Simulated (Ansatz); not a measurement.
**Computed against measured: atomisation enthalpy at 298 K**

6 molecules holding an element from Na to Cl; the atomisation enthalpy at 298 K in kJ/mol, computed less measured. Shapes, held fixed at every level: PBE0-D4/def2-TZVP. Flexible molecules stand in one conformer, not always the lowest. Thermal terms are harmonic and unscaled (PBE0-D4/def2-TZVP); the spin-orbit lowering of the free atoms is taken from their spectra. Programs: Ansatz 0.2.0. Measured values: CRC Handbook of Chemistry and Physics, NIST-JANAF tables.

Levels: A = HF/def2-SVP; B = BHLYP-D4/def2-TZVPP; C = wB97M-V/def2-TZVPP.

```csv
molecule,from tabulated heats,A,B,C
SiF4 (silicon tetrafluoride),2382,-726,-160,-32
B(BCl2)Cl2,2115,-477,-89,+21
PH2(PH2) (diphosphine),1484,-542,-14,+29
C2Cl2F4 (dichlorotetrafluoroethane),2931,-1069,-254,+11
"C2H3Cl3 (1,1,2-trichloroethane)",2603,-800,-124,+8
"C4H8Cl2 (1,4-dichlorobutane)",5037,-1299,-145,+12
```

Question: Sum up the errors.

Answer: 
```
              level                    kind  mean error  mean absolute error  worst case
        HF/def2-SVP            Hartree–Fock      -818.8                818.8     C4H8Cl2
BHLYP-D4/def2-TZVPP           global hybrid      -131.0                131.0     C2Cl2F4
 wB97M-V/def2-TZVPP  range-separated hybrid        +8.2                 18.8        SiF4
```

On this set wB97M-V/def2-TZVPP has the smallest mean absolute error and HF/def2-SVP the largest. HF/def2-SVP is too low in 6 of 6; BHLYP-D4/def2-TZVPP is too low in 6 of 6; wB97M-V/def2-TZVPP is too high in 5 of 6. The heats of PH2(PH2), C2H3Cl3, C4H8Cl2 come from older tables and can be uncertain by 10 kJ/mol or more. The tabulated values of SiF4, B(BCl2)Cl2, C2Cl2F4 are in doubt (older tables, estimates, or at odds with other calculations) and kept here. Over the 3 molecules whose values aren't doubted the mean absolute errors are A 880.3; B 94.3; C 16.3. For HF/def2-SVP the error grows with the size of the molecule. Hartree–Fock lacks correlation and underbinds. The set is small.

Atomisation is a severe test because every bonding pair is broken, and the correlation energy that the molecule has beyond that of its separate atoms is lost; the atoms still retain most of the total. Hartree–Fock misses this difference, and its deficit therefore builds up with the number of bonds, from diphosphine (-542) through trichloroethane (-800) to dichlorobutane (-1299); the small basis probably adds to it. Size alone isn't the whole account: SiF4, with the fewest atoms, has a larger deficit than either B2Cl4 or diphosphine.

BHLYP recovers most of the missing binding, but its remaining error follows composition as well as size. Trichloroethane is almost as far off as the much larger dichlorobutane (-124 against -145), which suggests that C–Cl bonds cost more than C–H bonds. For wB97M-V, the residuals of dichlorobutane and trichloroethane are too close to the experimental uncertainty to establish systematic overbinding. None of these errors carries over directly to reaction energies, where similar bonds on both sides allow much of the error to cancel.
